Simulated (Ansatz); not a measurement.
## Cu: energy change per atom and pressure as volume scale varies

All results are calculated (Ansatz 0.2.0). Plane-wave DFT, scalar-relativistic PAW made under PBE with cores redone for the functional, no dispersion; the given relaxed cell is scaled uniformly, energy at zero smearing counts from the unscaled cell, pressure at the given Fermi-Dirac smearing is positive in compression.

The cell before it is scaled or strained (space group P6_3/mmc, No. 194):
```
Cu
1.0
      2.5302     0.0000     0.0000
     -1.2651     2.1913     0.0000
      0.0000     0.0000     8.2618
Cu
4
Direct
  1.00000 1.00000 1.00000
  1.00000 1.00000 0.50000
  0.33333 0.66667 0.25000
  0.66667 0.33333 0.75000
```

Settings of every row: spin polarised no; functional r2SCAN; wave cutoff 500 eV; smearing width 0.1 eV; k mesh 16x16x5.

Atom starting moment: 0 on all atoms.

Limits: the cell comes from a prototype or a list of computed structures and needn't be the stable phase.

```csv
row,volume scale,V (Å³/atom),energy change per atom (meV),pressure (GPa)
1,0.88,10.078,107.37,28.55
2,0.92,10.536,43.51,16.64
3,0.96,10.994,9.89,7.3
4,1.04,11.91,?,?
5,1.08,12.368,32.01,-10.28
6,1.12,12.826,66.68,-13.78
```

Question: what energy change per atom and pressure should row 4 give?

Worked fit of energy change per atom. Take u = (V_r/V)^(2/3) − 1 with V_r = 10.994 Å³ an atom, which is twice the finite (Eulerian) strain; such expansions in the strain, on which the Birch-Murnaghan equation of state is built, carry the rest volume and the bulk modulus. The shown rows have u = 0.05971, 0.02877, 0, -0.07551, -0.09765. Least squares give energy change per atom = 9.996 + 784.04 × u + 14053.5 × u² meV; a straight line predicts inner rows, each left out in turn, worse (root mean square 37 against 1.2 meV). The rows lie off it by 0.45, -0.68, -0.11, 1.09, -0.76 (root mean square 0.7 meV). The withheld row has u = -0.05195, so the fit gives 9.996 + 784.04 × (-0.05195) + 14053.5 × (-0.05195)² = 7.19 meV.

The calculation gave 8.72 meV. The fit lies 1.53 meV (18 % of the value, 1.6 % of the column's range) below it; its largest miss of a shown row is 1.09 meV.

Worked fit of pressure. Take u = (V_r/V)^(2/3) − 1 with V_r = 10.994 Å³ an atom, which is twice the finite (Eulerian) strain; such expansions in the strain, on which the Birch-Murnaghan equation of state is built, carry the rest volume and the bulk modulus. The shown rows have u = 0.05971, 0.02877, 0, -0.07551, -0.09765. Least squares give pressure = 7.31 + 301.75 × u + 888.1 × u² GPa; a straight line predicts inner rows, each left out in turn, worse (root mean square 2.3 against 0.15 GPa). The rows lie off it by 0.06, -0.09, -0.01, 0.13, -0.09 (root mean square 0.086 GPa). The withheld row has u = -0.05195, so the fit gives 7.31 + 301.75 × (-0.05195) + 888.1 × (-0.05195)² = -5.97 GPa.

The calculation gave -5.78 GPa. The fit lies 0.19 GPa (3.3 % of the value, 0.45 % of the column's range) below it; its largest miss of a shown row is 0.13 GPa.
